Reactive sticking coefficient, surface rate constant and the Motz–Wise correction: limits and scaling

Conventions. A precursor of molar mass M (molecular mass m) is a trace species in an isothermal carrier gas at rest. It diffuses with coefficient D across a film of thickness δ to a flat wall. s is the probability that one impact consumes the molecule, and the remainder is re-emitted diffusely at the wall temperature T. The mean speed is c̄ = (8RT/πM)^½. J is the net flux to the wall. n_w is the density of the continuum diffusion profile extrapolated to the wall, and k_s = J/n_w. The transport mean free path is defined as λ = 3D/c̄, with Kn = λ/δ and Da = k_s δ/D.

1. Statement

(1) Hertz–Knudsen: k_s = s c̄/4 = s (RT/2πM)^½.

(2) With drift: k_s = [s/(1 − βs)] c̄/4. The Motz–Wise value (1960) is β = 1/2, which doubles k_s at s = 1. Resolving the Knudsen layer keeps the form and changes β, to 0.467 for isotropic one-speed scattering and to 0.417 for a heavy molecule in a light carrier.

(3) Da = (3/4) s/[(1 − βs) Kn], of order s/Kn.

(4) For Kn ≪ 1 and density n∞ at the film edge,
J = (n∞ c̄/4)/[3/(4Kn) + 1/s − β] = k_s n∞/(1 + Da).

(5) The drift correction raises J by the fraction G = β/[3/(4Kn) + 1/s − β], which is of the order of the smaller of s and Kn. It can double k_s, but it does not double a continuum growth rate.

2. Dimensional analysis

J depends on n∞, k_BT, m, D and δ. With number of molecules counted as a fourth dimension (the trace problem is linear in n∞), six quantities leave two groups, so J/(n∞ c̄) = Φ(Kn; s). The only velocity built from k_BT and m is (k_BT/m)^½, which fixes k_s ∝ (T/M)^½ at given s. The collision law and the mass ratio of precursor to carrier enter through D and β only. Da is no independent group. Since D ∝ 1/p at total pressure p, Kn ∝ 1/(pδ) and Da ∝ s p δ.

3. Proofs

Half-range fluxes. Let v be the velocity component towards the wall and φ(v) = (m/2πk_BT)^½ exp(−mv²/2k_BT). Outside the Knudsen layer a diffusing species has, to first order, f = n φ(v)[1 + m u v/k_BT] with u = J/n. Over v > 0, ∫vφ dv = (k_BT/2πm)^½ = c̄/4 and ∫v²φ dv = k_BT/2m. Hence
J_in = n c̄/4 + J/2, J_out = n c̄/4 − J/2.
Dropping J/2 and setting J = s J_in gives (1). Keeping it and assuming that f holds up to the wall gives J = s(n_w c̄/4 + J/2), which is (2) with β = 1/2. The drift parameter u/(k_BT/m)^½ = [s/(1 − s/2)]/(2π)^½ is 0.020 at s = 0.05 and 0.80 at s = 1, where this form of f is a poor description near the wall.

General β. For a fully absorbing wall let the outer profile extrapolate to zero a distance ℓ₁ behind the wall, so that n_w = Jℓ₁/D, J_in = J and J_out = 0. The kinetic equation of a trace species is linear, so a uniform Maxwellian of density n₁ may be added. It supplies diffuse emission n₁c̄/4 and an equal arrival. The wall condition n₁c̄/4 = (1 − s)(J + n₁c̄/4) gives n₁c̄/4 = J(1 − s)/s. Then 1/k_s = ℓ₁/D + n₁/J, or
1/k_s = (4/c̄)(1/s − β), 1 − β = ℓ₁c̄/(4D).
Two known solutions supply ℓ₁. For one speed with isotropic scattering (the Milne problem; c̄ is that speed and D = c̄λ/3), ℓ₁ = z₀λ with z₀ = 6/π² + (1/π)∫[3/x² − 1/(1 − x cot x)]dx over 0 < x < π/2, so z₀ = 0.7104 and β = 1 − 3z₀/4 = 0.467. Motz–Wise corresponds to z₀ = 2/3. For Brownian motion with friction rate γ and D = k_BT/(mγ), Marshall and Watson (1985) found ℓ₁ = |ζ(½)|(k_BT/m)^½/γ, where the Riemann zeta function has |ζ(½)| = 1.4604, so β = 1 − |ζ(½)|/(2π)^½ = 0.417. The enhancement 1/(1 − β) at s = 1 is 2, 1.88 and 1.72 in the three cases.

Film. Fick's law J = D(n∞ − n_w)/δ with J = k_s n_w adds the resistances δ/D and 1/k_s. As δ/D = (4/c̄)·3/(4Kn), (3) and (4) follow. The ratio of (4) to its value at β = 0 is 1 + G, which is (5).

4. Regimes

Small s. k_s = (s c̄/4)(1 + βs + β²s² + …). The inverse relation, with κ = 4k_s/c̄, is s = κ/(1 + βκ).

s near 1. k_s saturates at (c̄/4)/(1 − β), and the extrapolation length ℓ = D/k_s = (4/3)λ(1/s − β) shrinks to 2λ/3 for β = 1/2. For Kn ≪ 1 such a surface is always transport-limited. At s = 1, Kn = 0.1 and β = 1/2, G is only 6.25 %.

Da ≪ 1, reaction-limited. J = k_s n∞(1 − Da + …) and G ≈ βs.

Da ≫ 1, transport-limited. J = (D n∞/δ)(1 − 1/Da + …) with 1/Da = ℓ/δ = (4Kn/3)(1/s − β), and G ≈ 4βKn/3. The term β thus belongs to the order Kn, together with the ambiguity in where the film ends.

Crossover. Da = 1 at ℓ = δ, that is Kn* = (3/4)s/(1 − βs). For s ≪ 1 this lies well inside the continuum range.

Large Kn. Equation (4) would tend to s/(1 − βs), which is wrong. Without collisions the arriving molecules do not feel the sink, and (1) holds with the density and temperature of the source. To connect the limits, replace the film edge by a reservoir of density n₀ that emits n₀c̄/4 and absorbs all arrivals. By the superposition above it adds a resistance 1 − β, so that for Kn ≪ 1
J = (n₀c̄/4)/[1/s + 3/(4Kn) + 1 − 2β].
With β = 1/2 the two corrections cancel and the formula also reaches the collisionless value s n₀c̄/4, so it serves as an interpolation. For the Brownian β the offset 1 − 2β = 0.165 must fade as Kn grows. Against 1/s = 20 it amounts to 0.8 %, so for small s the passage through Kn ≈ 1 changes J only at relative order s.

5. Numbers: Si₂H₆ on Si(100) at 850 K

Inputs: M = 62.22 g/mol, s = 0.05, H₂ carrier with the approximate value Dp = 30 Pa m² s⁻¹, and an assumed δ = 0.01 m. The mass ratio to H₂ (2.016 g/mol) is 31, so the Brownian β is the nearer idealisation.

c̄ = 537.8 m/s and c̄/4 = 134.5 m/s. Four figures are kept below only to display the differences, since s itself is approximate.

β = 0: k_s = 6.723 m/s
β = 0.417: 6.866 m/s (+2.1 %)
β = 0.467: 6.883 m/s (+2.4 %)
β = 1/2: 6.895 m/s (+2.6 %)

Further, λp = 0.167 Pa m and 3/(4Kn) = 0.0448 p/Pa. With β = 1/2, ℓ = 26λ and Kn* = 0.0385. The model's crossovers are Kn = 1 at 16.7 Pa and Da = 1 at 435 Pa.

p/Pa | Kn | Da | n_w/n∞ | G/%
10² | 0.167 | 0.230 | 0.813 | 2.1
10³ | 0.0167 | 2.30 | 0.303 | 0.78
10⁴ | 0.00167 | 23.0 | 0.0417 | 0.11
10⁵ | 0.000167 | 230 | 0.00433 | 0.011

The first row is only marginally in the continuum.

6. Neglected terms against the 2 % correction

Stefan flow. Si₂H₆ → 2Si + 3H₂ drives a net outward flux 2J, with Péclet number 2x∞Da/(1 + Da) at mole fraction x∞. It stays below 0.002 for x∞ = 10⁻³ and rivals βs when x∞ reaches the order of a per cent at Da ≳ 1.

Temperature. In collisionless growth with gas arriving from walls at 300 K, the impact rate p_r/(2πmk_BT)^½ at precursor pressure p_r is 1.68 times that for 850 K. In a cold-wall continuum reactor thermal diffusion pushes the heavy species away from the wafer. For Da ≪ 1 the wall mole fraction falls by (300/850)^α, which is 0.59 to 0.35 for a typical thermal diffusion factor α of 0.5 to 1.

Hydrogen coverage. This is the largest effect, because s is not constant. Take s = s₀(1 − θ)² with s₀ = 0.05, six H atoms left per molecule, and first-order desorption k_d N θ. With the typical lattice constant a = 0.5431 nm the site density is N = 2/a² = 6.78×10¹⁸ m⁻² and the atomic volume a³/8. The balance 6J = k_d N θ, with J from (1), reads
y(1 − θ)² = θ, y = p_r/p*, p* = (k_d N/6s₀)(2πmk_BT)^½,
so that 1 − θ = [(1 + 4y)^½ − 1]/(2y). For y ≪ 1, s = s₀(1 − 2y + …). For y ≫ 1, s = (s₀/y)(1 − y^−½ + …), and the growth rate 2J a³/8 = (a/12)k_dθ saturates. Take k_d = 3 s⁻¹, chosen within the range of values in use so that the ceiling, 8.1 nm/min, has the size typical of disilane growth near this temperature. Then p* = 5.9×10⁻³ Pa at 850 K. At p_r = 1 Pa at the wall, y = 169, 1 − θ = 0.074, s = 2.7×10⁻⁴, and the model's rate is 7.5 nm/min. At p = 10³ Pa the Damköhler number is then 0.012 instead of 2.30, and βs = 1.4×10⁻⁴.

The constant-s model gives 1.4 µm/min at 1 Pa in the reaction limit. Typical rates near 850 K are of order 10 nm/min, so it is too high by about two orders of magnitude. The table and the crossover at 435 Pa therefore describe a surface with s = 0.05, which requires p_r well below p*. On a hydrogen-blocked surface Da falls roughly as 1/y, and the Motz–Wise term is negligible. It matters for k_s only in species with s near 1, such as SiH₂ from gas-phase pyrolysis, whose continuum flux is in turn set by D/δ up to terms of order Kn.